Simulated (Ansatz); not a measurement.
# Ligand exchange: AlH(CH3)I + C2H3F3O → AlH(CH3)(OH) + C2H2F3I

Species: AlH(CH3)I, singlet; C2H3F3O (2,2,2-trifluoroethanol) `OCC(F)(F)F`, singlet; AlH(CH3)(OH), singlet; C2H2F3I (1,1,1-trifluoro-2-iodoethane) `FC(F)(F)CI`, singlet. The partners trade I for OH: Al–I and C–OH bonds give way to Al–OH and C–I.

Shapes, held fixed at every level: PBE0-D4/def2-TZVP. Flexible molecules stand in one conformer, not always the lowest. Programs: Ansatz 0.2.0. Electronic energies: no zero-point or thermal term.

Question: Estimate ΔE of this reaction.

Answer: The highest level, CCSD(T)/def2-TZVPP, gives ΔE = -15.3 kJ/mol; the levels span -20.2 to +32.8. They disagree on the sign: 4 of 8 are positive. The column of differences is taken from that level and isn't an error. No measured value is set beside it here. For atoms past krypton def2 sets carry core potentials with scalar relativity. Correlated rows may include outer-core shells of I, which these sets cover unevenly.

```csv
level,kind,ΔE (kJ/mol),less CCSD(T)/def2-TZVPP
HF/def2-SVP,Hartree–Fock,+32.8,+48.1
HF/def2-TZVPP,Hartree–Fock,+11.3,+26.6
B3LYP-D4/def2-TZVPP,global hybrid,-15.6,-0.3
MP2/def2-SVP,perturbation theory,+2.9,+18.2
MP2/def2-TZVPP,perturbation theory,-20.2,-4.9
CCSD(T)/def2-SVP,coupled cluster or CI,+8.5,+23.8
CCSD/def2-TZVPP,coupled cluster or CI,-12.5,+2.8
CCSD(T)/def2-TZVPP,coupled cluster or CI,-15.3,0.0
```

The exchange is modestly exothermic with the larger basis once correlation is included, at -15.3 kJ/mol with CCSD(T). This small value is the balance of two large, opposing terms. Hard, oxophilic aluminium gains a strong, polar Al–O bond, helped by some oxygen lone-pair donation into its empty p orbital, while carbon gives up a strong C–O bond for a much weaker C–I bond.

The positive values come from Hartree–Fock or the smaller basis. Enlarging the basis lowers ΔE by a similar amount in Hartree–Fock, MP2 and CCSD(T), so the shift is mainly a mean-field effect, probably from a poor description of the electron-rich oxygen bound to aluminium. Correlation also favours the products, and the modest change from CCSD to CCSD(T) suggests that its treatment is less of a concern than the basis. Exothermicity is therefore likely, but its size is not settled to within a few kJ/mol. Nor does the result show that exchange would outcompete protonolysis of the Al–H or Al–C bond by the alcohol.
